The molecule `CC([SiH3])(Cl)BO` looks wrong twice over. Turning its C–B single bond costs 0.554 eV, the highest barrier of the seven, although a single bond ought to turn easily. Besides, one point along its path lies lower in energy than both ends. The true climb, from that lowest point to the top, is therefore larger still, and the path crosses a deeper valley that the two chosen ends don't represent. A barrier belongs to the path on which it was found, and this path may hold more than the turn of one bond.

Five of the other six follow a pattern whose sizes are worth remembering; the sixth, an anion, is taken up at the end. Turning a plain single bond costs about 0.1 to 0.2 eV. Turning a bond across which electrons are shared sideways costs about 0.2 to 0.45 eV. These are electronic energies from a semilocal functional. Such functionals tend to put barriers too low when bonds break, but they can overrate the sideways sharing that a turn destroys, so the magnitudes deserve more trust than the last digits. The vibrations at each top gave a warning of modes at or below zero. A true top of a path has exactly one such mode that lowers the energy, but that count isn't confirmed here.

Climbing-image nudged-elastic-band paths for seven isolated molecules, each set up as a turn about one bond, calculated with Ansatz 0.2.0 using spin-restricted r2SCAN and the 6-31G basis set. All molecules are singlets, and both ends of each path were relaxed. Barriers and reaction energies are electronic energies without zero-point terms.

| system | dispersion | charge | force component limit | bonds made and broken | barrier forward (eV) | barrier backward (eV) | reaction energy (eV) |
| --- | --- | --- | --- | --- | --- | --- | --- |
| NC(O)(F)[SiH2][SiH3] | none | 0 e | 0.05 eV/angstrom | none | 0.070 | 0.070 | 0.000 |
| OBCCO | D4 | 0 e | 0.05 eV/angstrom | none | 0.170 | 0.173 | -0.003 |
| C=CBN | none | 0 e | 0.05 eV/angstrom | none | 0.223 | 0.140 | 0.082 |
| CBC=CO | D4 | 0 e | 0.05 eV/angstrom | none | 0.340 | 0.447 | -0.107 |
| N[Si]1([SiH3])OCO1 | D4 | 0 e | 0.05 eV/angstrom | none | 0.349 | 0.349 | 0.000 |
| N=[C-][SiH3] | D4 | -1 e | 0.05 eV/angstrom | none | 0.385 | 0.227 | 0.158 |
| CC([SiH3])(Cl)BO | none | 0 e | 0.03 eV/angstrom | none | 0.554 | 0.464 | 0.091 |

The forward barrier is the climb from the start to the top, the backward barrier is the climb from the end, and the reaction energy is the end's energy less the start's. A fair comparison measures each climb from the lower end. This matters most for the enol `CBC=CO`, which starts in its less stable form. Its forward barrier is 0.340 eV, but from the lower end the climb is 0.447 eV.

A single bond of the ordinary kind is round about its axis, so turning it leaves the bond itself intact. What the turn spoils is the staggering of the neighbouring bonds: at the top they face each other, their electron clouds repel more strongly, and some weak delocalisation between them is lost. Both effects fade quickly with distance. This is why theory expects the long Si–Si bond to turn more easily than the shorter C–C bond, and the table agrees, with 0.070 eV against 0.173 eV. The two molecules carry different groups, so bond length need not account for the whole difference.

The cost rises when a filled orbital on one side of the bond overlaps sideways with an empty or antibonding orbital on the other. The coupling between two such orbitals falls as the cosine of the angle by which they are turned out of line. The energy gained from it goes as the square of the coupling, divided by the energy gap between the orbitals. A quarter turn thus removes this gain entirely, and a half turn restores it. The barrier thus measures roughly how much the overlap was worth, less whatever new overlaps win back at the top. Other things being equal, a better donor or a better acceptor makes it higher.

The two molecules with a C=C bond show how much this can vary. In `C=CBN` the C=C electrons can lean into the empty orbital on boron, but the nitrogen lone pair already partly fills that orbital. Turning the C–B bond leaves the stronger B–N sharing untouched and loses only the weaker part. In the enol the oxygen lone pair leans into the C=C bond, and boron at the far end, with no nitrogen to satisfy it, makes that bond a better acceptor. Standard bonding theory thus leads one to expect a higher barrier for the enol, though no calculation here isolates boron's part.

The ring molecule `N[Si]1([SiH3])OCO1` needs 0.349 eV to turn its NH$_2$ group. A plausible reason is that the nitrogen lone pair leans into antibonding orbitals of the Si–O bonds and loses that support on turning; this is a guess. The small basis set, which has no polarisation functions, describes the shape of such a nitrogen atom poorly. The reaction energy is zero for a simpler reason: the half turn merely exchanges two equivalent hydrogen atoms.

The same kind of sharing offers a suspect for the odd molecule of the opening. Next to its turned C–B bond sits a B–O bond, across which an oxygen lone pair leans into boron's empty orbital. If the OH group also turned along the path, that support would be lost. The Mulliken charges at the top fit this: oxygen carries $-0.71$ e and boron $+0.63$ e, against $-0.61$ e and $+0.47$ e in `OBCCO`, whose OH group keeps its overlap. The neighbouring groups differ too, however, so this remains a guess until the geometry at the top is examined.

For a half turn the argument can be put into a formula. Let $t$ be the angle turned from the start, $V_1$ the reaction energy, and $V_2$ the part of the energy that repeats every half turn, which the argument above puts down mainly to the lost overlap:

$$E(t)=\frac{V_1}{2}(1-\cos t)+\frac{V_2}{2}(1-\cos 2t).$$

Setting the slope to zero puts the top at $\cos t=-V_1/(4V_2)$. Inserting this angle shows that the mean of the forward and backward barriers equals $V_2+V_1^2/(16V_2)$.

For the enol, $V_1$ is $-0.107$ eV and the mean barrier is $(0.340+0.447)/2\approx0.394$ eV. Solving for $V_2$ gives 0.392 eV, which is nearly the whole mean barrier. The formula can't say what this term consists of: lost overlap is the reading argued above, and anything else that repeats every half turn is counted with it. The same steps give 0.179 eV for `C=CBN`, less than half as much. One of these two calculations includes a dispersion correction and the other doesn't, but in such small molecules that should matter much less than the difference between them.

Since both barriers went into the formula, only the position of the top can test it. For the enol,

$$\cos t=\frac{0.107}{4\times0.392}\approx0.07,$$

so the top should come after a turn of about 86°; the calculated geometry has turned by about 89°. For `C=CBN` the formula predicts about 97°, slightly past halfway towards the higher end, but the geometry has turned by only 80°. The rule that the top lies near a quarter turn survives, while the finer shift comes out on the wrong side. Within the model that miss costs only about 0.015 eV, because the top is flat.

A familiar shortcut says that barriers rise with the reaction energy. It works within a family of similar reactions, where the underlying cost stays the same and only the tilt between the ends changes. Here the underlying cost itself changes from bond to bond. A least-squares line through the forward barriers of all rows but the odd one has a slope of 0.2 with an uncertainty of 0.7, which is far too uncertain to show a trend.

To place a similar molecule, ask first whether the turn breaks a sideways overlap, then how good the donor and the acceptor are, and last which end lies lower. The boundary between the two groups is soft: only 0.05 eV separates the C–C turn from the turn in `C=CBN`, and the settings of those two runs differ.

The anion `N=[C-][SiH3]` shows where this reasoning stops. A twist about its C=N bond would carry the hydrogen out of the molecular plane, yet at the top the hydrogen lies in that plane, on the opposite side from where it began. This fits a swing of the hydrogen around nitrogen within the plane. Meanwhile the C–Si bond has stretched by 0.44 Å to 2.73 Å, and the SiH$_3$ group carries a Mulliken charge of about $-0.8$ e, so the top resembles an SiH$_3^-$ ion beside a CNH molecule, although the table lists no bond as broken. Free CNH is linear, which makes such a swing easier as the silicon group draws away. The basis set lacks the diffuse functions that a loosely held extra electron needs, so the barrier of 0.385 eV is less certain than those of the neutral molecules.
